The electrons of a metal don't all contribute equally to its current. In the nickel germanide Ni₇Ge₄ seven bands cross the Fermi level, the energy up to which states are filled. Each crossing band has its own sheet of the Fermi surface, and the seven sheets conduct side by side. Which of them do the work, and how much falls to the one whose results are covered in row 3?

Fermi-surface sheets of Ni₇Ge₄ (P-6m2), computed with Ansatz 0.2.0: scalar-relativistic DFT with the LDA functional, no spin polarisation, plane waves and PAW, cutoff 420 eV, geometry not relaxed. The density was converged on a 12×12×4 k mesh with 0.05 eV Gaussian smearing, and the bands were evaluated on a 30×30×10 mesh. Band edges are relative to the Fermi level.

```
row  sheet dos (states/eV/cell)  sheet spin  sheet band  sheet filled share  sheet mean speed (1e5 m/s)  sheet bottom (eV)  sheet top (eV)
  1                       0.422        both          88               0.850                       5.650             -1.112           0.239
  2                       0.612        both          89               0.793                       5.310             -0.984           1.181
  3                           ?        both           ?                   ?                           ?                  ?               ?
  4                       0.938        both          91               0.691                       4.456             -0.768           2.430
  5                       0.824        both          92               0.632                       5.011             -0.654           2.430
  6                       5.247        both          93               0.292                       1.660             -0.243           2.683
  7                       0.337        both          94               0.003                       2.058             -0.021           3.058
```

The sheet dos, called D here, counts the states per eV and unit cell that a band offers at the Fermi level. The sheet mean speed, v, tells how fast the electrons in those states move. The filled share is the occupied part of the band, and bottom and top are its edges measured from the Fermi level. "Both" means that the two spins share each band, so a full band holds two electrons per cell.

Rows 5 and 6 show the contrast that matters. Row 6 offers 6.4 times as many states as row 5, but its electrons are three times slower. The two facts are linked. If the energy is raised a little, the sheet moves in the space of wave vectors, outward if it encloses filled states and inward if it encloses empty ones, and it moves further where the band is flat, that is, where the electrons are slow. The states gained fill a shell whose volume is the area S of the sheet times that distance, so

D ∝ S / v

A high density of states can therefore come from a large sheet, from slow electrons, or from both. With v taken as an average over the states at the Fermi level, row 6 owes a factor of three to slowness and the remaining factor of about two to area.

For the current, slowness counts twice. An electric field shifts the occupation of the states near the Fermi level in proportion to v, and each shifted electron then carries charge in proportion to v again. With τ for the time between collisions, a sheet contributes

conductivity ∝ D v² τ

Suppose first that τ is the same on every sheet. Row 6 then has the weight 5.247 × 1.660² = 14.5, and row 5 has 0.824 × 5.011² = 20.7. By this estimate, the sheet with by far the most states conducts less than one with less than a sixth as many.

Row 3 can be forecast in part by counting. The whole metal has 9.411 states/eV/cell at the Fermi level in the same calculation, and the six visible sheets add up to 8.380. That leaves 1.03 for row 3, with a range of 0.93 to 1.13 in case the total was integrated in a slightly different way. The value lies above both neighbours, rows 2 and 4.

The filled share follows from the number of electrons. Nickel has 28 and germanium 32, so the cell holds an even number, enough to fill a whole number of bands. The partly filled bands must then have shares that add up to a whole number. The visible ones give 3.261, and only a total of 4 leaves a share between 0 and 1: 0.739, with a range of 0.72 to 0.76.

The speed needs a judgement, because D fixes only the ratio of area to speed. If row 3 had the average area of its neighbours, its high density of states would be due to slowness alone and v would be about 3.6, in the table's unit of 10⁵ m/s. If part of the excess came from extra area, v would be higher. A power law fitted by least squares to the logarithms of D and v in rows 1, 2, 4, 5 and 6 strikes a balance:

v ≈ 4.09 × D^(−0.52)

For D = 1.031 it gives 4.0, and the forecast range is 3.3 to 4.7. Row 6 largely sets the exponent, which is a summary of these sheets and no law of metals. Row 7 was left out because its band is almost empty: its density of states is low for want of area, although its electrons are slow. The formula would make them more than three times too fast.

Bands are numbered in order of energy, so row 3 is band 90 and its edges lie between those of rows 2 and 4. The midpoints give a bottom at −0.88 eV, range −0.93 to −0.83, and a top at 1.8 eV, range 1.2 to 2.4. With equal collision times, row 3 should carry about 16% of the current, range 12 to 21%.

The withheld rows as computed:

```
row  sheet dos (states/eV/cell)  sheet spin  sheet band  sheet filled share  sheet mean speed (1e5 m/s)  sheet bottom (eV)  sheet top (eV)
  3                       1.032        both          90               0.739                       3.799             -0.877           2.304
```

All the forecasts hold within their ranges, but they don't deserve equal credit. The density of states and the filled share agree to about the last printed digit because they rest on sums that a consistent calculation has to obey. They confirm the bookkeeping and test no idea about the metal. The bottom also falls almost exactly on the midpoint. The top lies 0.5 eV above its midpoint, near the edge of the range: the tops rise steeply from row 1 to row 3 and then bunch together, which an even spacing between neighbours misses.

The speed is the more instructive result. It came out at 3.8, about 6% below the forecast from the power law and about 5% above the value for an average area, so this one row can't decide between the two estimates. The comparison with row 4 is clearer. Row 3 has 10% more states at the Fermi level, yet its speed is 15% lower, which makes its area, in proportion to D v, about 6% smaller. Its lead over row 4 in density of states thus comes from slower electrons and not from a larger sheet. Against row 2 both causes count: the area is about 21% larger and the speed 28% lower.

With equal collision times, row 3 carries 15% of the current and not the forecast 16%: its speed was forecast too high, and the speed enters squared. Rows 1 to 5 together then carry 84%, and no single one of them dominates. Row 6 holds 56% of the states at the Fermi level but carries only about 14% of the current. Row 7 adds little, and as its bottom lies only 0.02 eV below the Fermi level, less than the smearing of the calculation, this sheet may not survive a small change of the settings.

Equal collision times are an assumption, since scattering was not calculated. If closely spaced grain boundaries instead gave all electrons the same free path, slow electrons would have more time between collisions, and the weight would change from D v² to D v. Row 6 would then carry 32%, more than any other single sheet, while rows 1 to 5 together would still carry about two thirds. The fast sheets thus lead as a group under both assumptions, but the place of row 6 depends on what scatters the electrons.

Row 6 may also matter in a less direct way. An electron that is knocked out of a fast sheet needs an empty state to land in, and most of the states at the Fermi level belong to row 6. In many transition metals such scattering into slow states raises the resistance. Whether it does so here is a guess, but it would let a sheet that carries little current still limit the current of the others.

The figures for row 6 are also exposed to the limits of the calculation. The Fermi level lies where the density of states is high compared with its surroundings: the average over a quarter of an electronvolt on either side is between 6 and 7 states/eV/cell, against 9.4 at the level itself. The cell was not relaxed and is stretched compared with the size this functional prefers, spin-orbit coupling was left out, and the two spins were held equal, so a magnetic moment could not form. A shift of the bands from any of these sources could change the role of row 6, because the Fermi level lies in the flat lowest part of its band: 29% of the band's states fit into the bottom 0.24 eV of a total width of 2.9 eV. If the level is raised by a quarter of an electronvolt with the bands held fixed, the sheet offers only 1.1 states/eV/cell, but its mean speed rises to 5.7 and it becomes the strongest conductor of all at equal collision times. If the level is lowered by as much, it leaves the band and the sheet is gone.

In practice, D is the first guide to the electronic heat capacity at low temperature, where speed plays no separate part and row 6 should supply more than half. For resistance, multiply D by v² if the collision time is thought to be common to the sheets, or by v if the free path is. Where the two rankings differ, as they do for row 6, the scattering has to be measured or calculated before that sheet is blamed or ignored. The weights for a common collision time use the square of a mean speed, which is less than the mean of the squares, so they understate a sheet on which the speed varies widely. The same run also gives the total for the whole metal from the true squares, and it is about 7% above the sum of these weights. Even if row 6 owned all of that excess, its share would rise only to about 20%. All the weights are also averages over directions. At equal collision times this hexagonal metal conducts 3.3 times as well in the plane as along the axis, so in a single crystal or a textured film the shares of the sheets may differ with direction too.
